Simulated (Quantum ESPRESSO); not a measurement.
# Site moment and magnetic energy gain of MnNi₃ against added charge, in LDA

Whether doping or a gate voltage is worth trying as a control on the magnetism of a Mn–Ni alloy depends on how far the moments and the magnetic energy move per electron added. A large response would suit a switchable magnetic layer, a small one a magnet that must tolerate charge transfer from its neighbours. Here electrons are added to or removed from bulk MnNi₃ in LDA, with a uniform background keeping the cell neutral. Charge is counted per magnetic atom, and all four atoms of the cell are magnetic, so 0.1 e in the table means 0.4 e per cell. The moment is the largest site moment, that of Mn. The magnetic energy gain is measured from the run without spin polarisation at the same charge.

## Method

One system, MnNi3 (Cu3Au-type, Pm-3m), 4 atom(s) a primitive cell, from measured cells of the Crystallography Open Database. Quantum ESPRESSO 7.5, plane waves with GBRV 1.5 LDA pseudopotentials, cutoff 544 eV, Fermi-Dirac smearing of 0.14 eV, k meshes whose coarsest spacing along a reciprocal vector is 0.22 1/Å over all runs (2π included). Functional: LDA, no Hubbard U; collinear spins, no spin-orbit coupling. Atoms stay at fixed fractions of the cell and the mesh divisions are held. At each point the moments on Mn, Ni are started parallel, opposed (signs ++--) and without spin polarisation. Runs that did not converge or carry a known fault are not listed. The same in all rows: metal or insulator in the run from the parallel start, judged by its smearing entropy or density of states at the Fermi energy (a gap under a few smearing widths counts as a metal): metal.

Notes on method and selection:

- Each state is what a run reaches from typed starting moments; only a few collinear orders were started, so the lowest found need not be the ground state. Spin-orbit coupling is left out of these energies, which are free energies at the smearing width. A magnetic atom is one that was given a starting moment.
- Site moments count the spin inside each program's own atomic sphere, so they depend somewhat on its radius and leave out the spin between the spheres.
- Quantum ESPRESSO sets the radius of an element's spheres to about 0.41 of its shortest distance to a neighbour.
- A measured moment is set beside the table only where the run ends ferromagnetic and the measured order is ferromagnetic too.
- Runs that did not converge, have known faults or may not be shown are not listed, and runs on Ansatz's PAW sets soft_1 and soft_2 are kept to separate tables.

Columns:

- added charge (e per magnetic atom): electrons added per magnetic atom (negative: removed), balanced by a uniform background.
- net moment (μB): net spin moment of that run per magnetic atom.
- moment, opposed (μB): largest site spin moment reached from the opposed start.
- gain, opposed (meV): energy of the run without spin polarisation less that of the run from the opposed start, per magnetic atom.
- moment (μB): largest site spin moment reached from the parallel start.
- magnetic energy gain (meV): energy of the run without spin polarisation less that of the parallel start, per magnetic atom (positive: magnetism is favoured).

## Numbers

| member | added charge (e per magnetic atom) | net moment (μB) | moment, opposed (μB) | gain, opposed (meV) | moment (μB) | magnetic energy gain (meV) |
| --- | --- | --- | --- | --- | --- | --- |
| −0.4 e | −0.4 | 1.23 | 3.15 | 166.2 | 3.0550 | 161.7 |
| −0.2 e | −0.2 | 1.12 | 3.01 | 173.8 | 3.0104 | 173.8 |
| −0.1 e | −0.1 | 1.11 | 3.02 | 181.6 | 3.0184 | 181.6 |
| +0 e | 0.0 | 1.11 | 3.04 | 189.1 | 3.0366 | 189.1 |
| +0.1 e | 0.1 | 1.10 | 3.06 | 195.1 | 3.0613 | 195.1 |
| +0.2 e | 0.2 | 1.11 | 3.09 | 197.2 | 3.0880 | 197.2 |
| +0.4 e | 0.4 | 1.12 | 3.07 | 176.8 | ? | ? |

Cells marked ? are withheld until the estimate has been made.

Least-squares fits to the members shown, with x = added charge (e per magnetic atom); R² and errors in the fitted variable (y, or ln y where the fit is in ln y):

| y | members | fit | R² | rms residual | leave-one-out rms | the same for the mean of the others |
| --- | --- | --- | --- | --- | --- | --- |
| moment (μB) | 6 | y = 3.0316 + 0.18681 x + 0.59571 x² | 0.97 | 0.0048 | 0.022 | 0.032 |
| magnetic energy gain (meV) | 6 | y = 188.0 + 57.60 x − 24.52 x² | 0.99 | 1.2 | 5.4 | 15 |

## Reading the trend

Between −0.2 e and +0.2 e the Mn moment rises at every step, but only slightly: (3.0880 − 3.0104) / 0.4 = 0.194 μB per unit of added charge, or 2.6 % over the whole interval. The energy gain rises with it, by (197.2 − 173.8) / 0.4 = 58.5 meV per unit of charge.

The net moment, which is that of the run from the parallel start, shows where the electrons go. Over the same interval the cell receives 4 × 0.4 = 1.6 electrons, while its net moment changes by 4 × (1.11 − 1.12) = −0.04 μB, which is no more than the rounding. The added electrons therefore enter the two spin channels in nearly equal numbers. Had the majority d band been full, with all of them entering minority states, the net moment would have dropped by 1.6 μB. Since the Mn moment grows while the total stands still, the spin on Ni and between the spheres must shrink by about 0.1 μB per cell. Filling of Ni minority d states alongside Mn majority states would have this effect, though site-resolved densities of states are not shown in the table.

The strongest removal of electrons departs from this pattern. From −0.2 e to −0.4 e the net moment per cell grows by 4 × (1.23 − 1.12) = 0.44 μB for 0.8 electrons removed, so most of them leave the minority channel, and the Mn moment turns upward to 3.0550 μB. The ferromagnetic state is also no longer the lowest one found. The opposed start ends in a ferrimagnetic state, with all Ni moments against Mn, that lies 166.2 − 161.7 = 4.5 meV per magnetic atom lower. With only a few collinear orders started, a still lower state remains possible there.

## An estimate before looking

Plain estimates from the members shown:

- +0.4 e, fit at x = 0.4: 3.2016 μB (an extrapolation)

The quadratic fit gives 3.2016 μB at +0.4 e, but this is an extrapolation, and its leave-one-out error of 0.022 μB is not far below the 0.032 μB of the mean of the others. Its upward curvature also leans on the −0.4 e row, where the electrons leave mainly one spin channel.

The run from the opposed start offers a direct route. At +0.4 e it falls back to the ferromagnetic state of the parallel start, so its largest site moment, 3.07 μB, is the wanted quantity printed to two decimals. The same identity can be tried on the five rows from −0.2 e to +0.2 e. There the two columns differ by at most 3.04 − 3.0366 = 0.0034 μB, with an rms difference of 0.002 μB, as rounding alone would produce. The −0.4 e row is left out of this test because its two starts end in different states.

The value implies that the rise of the moment has ended by +0.4 e. The energy gain of the same state also falls, from 197.2 meV at +0.2 e to 176.8 meV, which fits a weakening of the exchange splitting as antibonding d states fill.

No shift is applied. A value rounded to 0.01 μB has a standard deviation of 0.01 / √12 = 0.003 μB, which is taken as the error.

**Committed estimate, +0.4 e: moment = 3.070 ± 0.003 μB.**

## The answer

| member | added charge (e per magnetic atom) | net moment (μB) | moment, opposed (μB) | gain, opposed (meV) | moment (μB) | magnetic energy gain (meV) |
| --- | --- | --- | --- | --- | --- | --- |
| +0.4 e | 0.4 | 1.12 | 3.07 | 176.8 | 3.0737 | 176.8 |

| member | estimate | moment (μB) | computed | estimate − computed | miss in error bars |
| --- | --- | --- | --- | --- | --- |
| +0.4 e | committed | 3.0700 | 3.0737 | −0.0037 | 1.2 |
| +0.4 e | fit | 3.2016 | 3.0737 | +0.1279 |  |

The estimate of 3.070 μB lies 0.0037 μB below the computed 3.0737 μB, just outside its error bar of 0.003 μB but far closer than the quadratic fit, which is 0.1279 μB too high. The miss is within the 0.005 μB that rounding to two decimals allows. Reading the moment from the opposed start was therefore sound, though it tests the identity of two runs and not a theory of the moment.

The explanation given for the falling energy gain, a weakening exchange splitting, finds no support. From +0.2 e to +0.4 e the Mn moment drops by only 0.5 % and the net moment does not drop at all, while the gain loses 10 %. The Fermi level is the change in free energy per added electron, so the slope of the gain equals the Fermi level without spin polarisation minus that of the ferromagnetic state. Here it averages (176.8 − 197.2) / 0.2 = −102 meV per electron, so each added electron costs about 0.1 eV more in the ferromagnetic state. Up to +0.2 e the slope was positive, so its change of sign means that the Fermi level of the ferromagnetic state climbs faster as electrons are added. A lower density of states at the Fermi energy in that state would explain this.

## Members off the line

Least-squares fits to the whole series, with x = added charge (e per magnetic atom); R² and errors in the fitted variable (y, or ln y where the fit is in ln y):

| y | members | fit | R² | rms residual | leave-one-out rms | the same for the mean of the others |
| --- | --- | --- | --- | --- | --- | --- |
| moment (μB) | 7 | y = 3.039 + 0.06498 x + 0.1606 x² | 0.52 | 0.018 | 0.069 | 0.031 (fit no better) |
| magnetic energy gain (meV) | 7 | y = 189.8 + 28.74 x − 127.6 x² | 0.86 | 4.4 | 16 | 14 (fit no better) |

Largest departures from the fit to the whole series:

| member | moment (μB) | fit | computed − fit | in rms residuals |
| --- | --- | --- | --- | --- |
| +0.2 e | 3.0880 | 3.0584 | +0.0296 | 1.6 |
| −0.2 e | 3.0104 | 3.0324 | −0.0220 | 1.2 |
| +0.4 e | 3.0737 | 3.0907 | −0.0170 | 0.9 |
| −0.4 e | 3.0550 | 3.0387 | +0.0163 | 0.9 |

No single row stands out: the largest departures, +0.0296 μB at +0.2 e and −0.0220 μB at −0.2 e, are only 1.6 and 1.2 rms residuals. They come from the form of the fit, since the tabulated moments fall, rise and fall again along the series, while a parabola can turn only once.

## What to take away

Added charge is a weak control on the Mn moment of MnNi₃ in LDA: from −0.4 e to +0.4 e per atom it stays between 3.0104 and 3.0880 μB in the ferromagnetic state. This suits a magnet that must tolerate charge transfer better than a switchable layer, though at −0.4 e a ferrimagnetic state lies slightly lower in energy. Adding 0.2 e per atom to the neutral crystal raises the Mn moment by 3.0880 − 3.0366 = 0.0514 μB, or 1.7 %, and raises the magnetic energy gain by 8.1 meV, about 0.8 kJ per mole of atoms.

A new charge is best estimated from close neighbours. Straight-line interpolation misses the three rows from −0.1 e to +0.1 e by at most 0.005 μB, but the rows at ±0.2 e, which border the wider gaps, by about 0.02 μB. The mean of the other rows typically misses by 0.031 μB.

The choice of functional may matter more than the whole spread of 0.08 μB. A gradient-corrected functional or a Hubbard U on Mn would be expected to raise the Mn moment, and neither is included here.
